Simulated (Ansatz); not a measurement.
Theory: DFT PBE, scalar-relativistic, plane waves, PAW (Ansatz 0.2.0). Settings: cutoff 420 eV, Γ-centred meshes spaced at most about 0.3 Å⁻¹, and about 0.25 Å⁻¹ or finer for metals (2π included), Gaussian smearing. No spin polarisation in the final relaxations.

All energies are static (0 K, no zero-point motion).

Compare these two cells of Ti₄W, each relaxed at this level.

A.

```
Ti W
1.0
     2.29308    1.32391    4.62728
    -2.29308    1.32391    4.62728
     0.00000   -2.64782    4.62728
Ti W
4 1
Direct
  0.81625 0.81625 0.81625
  0.39720 0.39720 0.39720
  0.60280 0.60280 0.60280
  0.18375 0.18375 0.18375
  0.00000 0.00000 0.00000
```

B.

```
Ti W
1.0
    -1.59101    1.59101    8.38433
     1.59101   -1.59101    8.38433
     1.59101    1.59101   -8.38433
Ti W
4 1
Direct
  0.80208 0.80208 0.00000
  0.41017 0.41017 0.00000
  0.58983 0.58983 0.00000
  0.19792 0.19792 0.00000
  0.00000 0.00000 0.00000
```

Question: Which would you expect to be lower, and how large is the difference?

Answer: A is lower, by 33 meV/atom. A has Ti and W ordered on bcc sites, space group R-3m (No. 166), 16.9 Å³/atom and no gap on its mesh; B has Ti and W ordered on bcc sites, space group I4/mmm (No. 139), 17.0 Å³/atom and no gap. Counting all near atoms (those within 1.25 times the shortest distance at each site; a plus sign parts nearer from farther groups; a slash parts the counts of unlike sites), A has Ti 11/14, W 8 and B has Ti 13/8+6, W 8+6. Even the lower one lies +0.04 eV/atom against the reference forms of the elements (uncorrected), so neither is stable at this level. Both come from invented guesses.

Spin–orbit coupling, which can matter for W, is left out. Cells relaxed within their symmetry can be saddle points.

The preference for A, by 33 meV/atom, probably has two sources. Its cell keeps the W atoms apart, with only Ti in their first two bcc shells, whereas B gathers W into square sheets with W–W contacts in the second shell. A's symmetry also lets the (111) planes shift along the threefold axis, and two Ti planes have moved markedly towards each other. This resembles a partial collapse towards the ω structure, to which bcc Ti is known to be prone; B's tetragonal symmetry forbids it. The nearly equal volumes argue against packing density as the main cause.

The smaller W count in A doesn't mean weaker bonding: short axial W–Ti contacts shrink the counting radius and exclude the second shell. The positive energy against the elements fits the absence of known Ti–W intermetallics, and reflects in part the cost of holding Ti-rich metal in a bcc-like arrangement when Ti itself prefers hcp at low temperature. Without energies for the undisplaced lattices, the chemical and displacive contributions can't be separated.
